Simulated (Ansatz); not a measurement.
## Isomers of MoN2H4O2

2 of its isomers, all singlets with charge 0: A = `[NH]=[Mo](=[NH])([OH])[OH]`; B = `[NH2][Mo]([NH2])(=[O])=[O]`.

Shapes, held fixed at every level: PBE0-D4/def2-TZVP. Flexible molecules stand in one conformer, not always the lowest. Programs: Ansatz 0.2.0.

A:

```xyz
9

N    -0.6205   -0.1026   -1.5291
Mo   -0.0608   -0.0396    0.1013
N     1.5616    0.5405    0.1855
O    -0.0799   -1.7861    0.8296
O    -1.1916    1.1472    1.0466
H    -0.5334    0.0169   -2.5285
H     2.4270    0.8853   -0.2055
H    -0.6158   -2.4578    0.4012
H    -0.7982    1.7501    1.6819
```

B:

```xyz
9

N    -0.4878    1.4684    0.5907
Mo    0.5934    0.0940   -0.2304
N    -0.3362   -1.5990   -0.2708
O     0.8941    0.5552   -1.8207
O     1.9786   -0.1000    0.7055
H    -1.0811    2.0998    0.0748
H    -0.4387    1.7132    1.5676
H    -0.8808   -1.9223   -1.0553
H    -0.2413   -2.3093    0.4386
```

Electronic energies in kJ/mol, without zero-point or thermal terms.

```csv
level,kind,B − A
HF/def2-TZVPP,Hartree–Fock,-96.2
SPW92/def2-TZVPP,LDA,-115.7
r2SCAN-D4/def2-TZVPP,meta-GGA,-123.9
B3LYP-D4/def2-TZVPP,global hybrid,-115.6
MP2/def2-TZVPP,perturbation theory,-117.6
CCSD/def2-SVP,coupled cluster or CI,-102.5
CCSD(T)/def2-TZVPP,coupled cluster or CI,-109.8
```

The highest level, CCSD(T)/def2-TZVPP, puts B lowest of these. All levels agree on that. The B − A difference spans -123.9 to -96.2 kJ/mol over the levels. For atoms past krypton def2 sets carry core potentials with scalar relativity. Correlated rows may include outer-core shells of Mo, which these sets cover unevenly.

The dioxo diamide B lies well below the diimido dihydroxide A, by 109.8 kJ/mol at CCSD(T). Both are formally d0 Mo(VI) with two multiply bonded ligands, so the gap reflects where the protons sit rather than a change of oxidation state. Moving two protons from oxygen to nitrogen exchanges Mo=NH and Mo–OH for Mo=O and Mo–NH2. Terminal oxo groups form very strong, polar σ and π bonds to the hard, electron-poor metal, while the more basic nitrogen holds the protons better. The essentially planar amido groups in B suggest that their lone pairs also donate into empty Mo d orbitals, partly making up for the lost imido π bonding.

Hartree–Fock already gives most of the preference, so correlation adjusts its size but does not create it, probably by describing the metal–ligand multiple bonds of the two isomers unequally. The mixed oxo–imido tautomer, with one hydroxo and one amido ligand, is not among the structures compared, so B is not shown to be the global minimum.
